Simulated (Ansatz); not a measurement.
A series in volume per atom on TiB₂

Periodic Kohn-Sham DFT of a crystal at fixed atoms; pressure and stress are positive in compression; the energy is the free energy less that of spherical unpolarised free atoms; site moments are those in the method's own spheres, positive along +z. The results are calculated, by Ansatz 0.2.0.

Cell of the first row (space group P6/mmm, No. 191):
```
cell vectors (Å)
   2.9674     0.0000     0.0000
  -1.4837     2.5698     0.0000
   0.0000     0.0000     3.1625
atoms (fractions of the cell vectors)
Ti  0.00000  0.00000  0.00000
B   0.33333  0.66667  0.50000
B   0.66667  0.33333  0.50000
```

Settings of every row: method all-electron LAPW; functional PBEsol; relativity scalar; k mesh 14x14x11; filling fermi-dirac; smearing width 0.03 eV; basis error target 1 meV/atom; nucleus gaussian.

Atom start moment: 0 on all atoms.

```
row  volume per atom (Å³)  pressure (GPa)  energy less free atoms (eV/atom)
  1                 8.039          12.063                           -8.2528
  2                 8.381               ?                                 ?
  3                 8.552          -5.187                           -8.2624
  4                 8.637          -7.597                            -8.259
  5                 8.894         -14.151                           -8.2414
```

Question: what pressure and energy less free atoms should row 2 give?

Worked fit of pressure. Take u = (V_r/V)^(2/3) − 1 with V_r = 8.5945 Å³ an atom, which is twice the finite (Eulerian) strain; such expansions in the strain, on which the Birch-Murnaghan equation of state is built, carry the rest volume and the bulk modulus. The shown rows have u = 0.04555, 0.00331, -0.00328, -0.02258. Least squares give pressure = −6.4069 + 363.723 × u + 917.02 × u² GPa; a straight line predicts inner rows, each left out in turn, worse (root mean square 0.61 against 0.013 GPa). The rows lie off it by 0.000, 0.006, -0.007, 0.001 (root mean square 0.0046 GPa). The pressure vanishes at u = 0.0169, or V = 8.381 Å³ an atom, and there the bulk modulus at fixed shape and fractions is B = −V dP/dV = (2/3)(1 + u) dP/du = 268 GPa. Letting shape and atoms relax would as a rule lower it, by much in layered, chain or molecular crystals. The withheld row has u = 0.01691, so the fit gives −6.4069 + 363.723 × (0.01691) + 917.02 × (0.01691)² = 0.006 GPa.

The calculation gave 0.007 GPa. The fit lies 0.001 GPa (14 % of the value, 0.0038 % of the column's range) below it, one unit of the last digit.

Worked fit of energy less free atoms. Take u = (V_r/V)^(2/3) − 1 with V_r = 8.5945 Å³ an atom, which is twice the finite (Eulerian) strain; such expansions in the strain, on which the Birch-Murnaghan equation of state is built, carry the rest volume and the bulk modulus. The shown rows have u = 0.04555, 0.00331, -0.00328, -0.02258. Least squares give energy less free atoms = −8.26086 − 0.5175 × u + 15.244 × u² eV/atom; a straight line predicts inner rows, each left out in turn, worse (root mean square 0.01 against 7.4e-06 eV/atom). All shown rows lie on it to the printed digit. Its lowest point lies at u = 0.0170, or V = 8.38 Å³ an atom, and the curvature there gives the bulk modulus at fixed shape and fractions, B = (4/9)(1 + u)² E″(u)/V = 268 GPa. Letting shape and atoms relax would as a rule lower it, by much in layered, chain or molecular crystals. The withheld row has u = 0.01691, so the fit gives −8.26086 − 0.5175 × (0.01691) + 15.244 × (0.01691)² = -8.2653 eV/atom.

The calculation gave -8.2652 eV/atom. The fit lies 0.0001 eV/atom (0.42 % of the column's range) below it, one unit of the last digit.
